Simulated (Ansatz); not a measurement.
SrMg: the change of pressure and formation energy with volume per atom

All results are calculated (Ansatz 0.2.0). Plane-wave density functional theory, PAW datasets, Gaussian smearing 0.05 eV: one cell in which all forces lie under 0.002 eV/angstrom; stress (xx yy zz yz xz xy) and pressure positive in compression; site moments are of spin alone; formation energy from the elements run alike, uncorrected.

Cell of the first row (space group Fd-3m, No. 227):
```
CELL_PARAMETERS angstrom
0.00000 3.98700 3.98700
3.98700 0.00000 3.98700
3.98700 3.98700 0.00000
ATOMIC_POSITIONS crystal
Sr 0.75000 0.75000 0.75000
Sr 0.50000 0.50000 0.50000
Mg 0.00000 0.00000 0.00000
Mg 0.25000 0.25000 0.25000
```

Settings of every row: paw set soft_2; functional PBEsol; spin treatment none; moment partition spheres; spin axis none; wave cutoff 420 eV; k mesh 8x8x8; SCF start atoms; lower state search light; symmetry use detected.

Atom first moment, atom hubbard u: 0 on all atoms.

Limits: the cell comes from a prototype or a list of computed structures and needn't be the stable phase.

| row | volume per atom (Å³) | pressure (GPa) | formation energy (eV per atom) | energy above relaxed cell (meV per atom) |
| --- | --- | --- | --- | --- |
| 1 | 31.688 | 0.888 | 0.016 | 3.58 |
| 2 | 31.85 | 0.769 | 0.0151 | 2.73 |
| 3 | 32.013 | 0.652 | 0.0144 | 1.99 |
| 4 | 32.348 | 0.416 | 0.0133 | 0.85 |
| 5 | 33.008 | -0.022 | 0.0124 | 0 |
| 6 | 33.669 | -0.425 | 0.0133 | 0.91 |
| 7 | 34.329 | ? | ? | ? |

Question: what pressure and formation energy should row 7 give?

Worked fit of pressure. Take u = (V_r/V)^(2/3) − 1 with V_r = 32.18 Å³ an atom, which is twice the finite (Eulerian) strain; such expansions in the strain, on which the Birch-Murnaghan equation of state is built, carry the rest volume and the bulk modulus. The shown rows have u = 0.01032, 0.0069, 0.00347, -0.00347, -0.01679, -0.0297. Least squares give pressure = 0.5333 + 33.934 × u + 44.74 × u² − 384 × u³ GPa; a parabola predicts inner rows, each left out in turn, worse (root mean square 0.0012 against 0.00051 GPa). All shown rows lie on it to the printed digit. The pressure vanishes at u = -0.0161, or V = 32.97 Å³ an atom, and there the bulk modulus at fixed shape and fractions is B = −V dP/dV = (2/3)(1 + u) dP/du = 21.1 GPa. The withheld row has u = -0.04218, so the fit gives 0.5333 + 33.934 × (-0.04218) + 44.74 × (-0.04218)² − 384 × (-0.04218)³ = -0.790 GPa.

The calculation gave -0.795 GPa. The fit lies 0.005 GPa (0.3 % of the column's range) above it; its largest miss of a shown row is 0.000 GPa. This row lies beyond the range of the fit.

Worked fit of formation energy. Take u = (V_r/V)^(2/3) − 1 with V_r = 32.18 Å³ an atom, which is twice the finite (Eulerian) strain; such expansions in the strain, on which the Birch-Murnaghan equation of state is built, carry the rest volume and the bulk modulus. The shown rows have u = 0.01032, 0.0069, 0.00347, -0.00347, -0.01679, -0.0297. Least squares give formation energy = 0.01377 + 0.1634 × u + 4.957 × u² eV per atom; a straight line predicts inner rows, each left out in turn, worse (root mean square 0.00083 against 4.8e-05 eV per atom). All shown rows lie on it to the printed digit. The withheld row has u = -0.04218, so the fit gives 0.01377 + 0.1634 × (-0.04218) + 4.957 × (-0.04218)² = 0.0157 eV per atom.

The calculation gave 0.0158 eV per atom. The fit lies 0.0001 eV per atom (2.8 % of the column's range) below it, one unit of the last digit. This row lies beyond the range of the fit.

The other values of row 7: energy above relaxed cell 3.42 meV per atom.
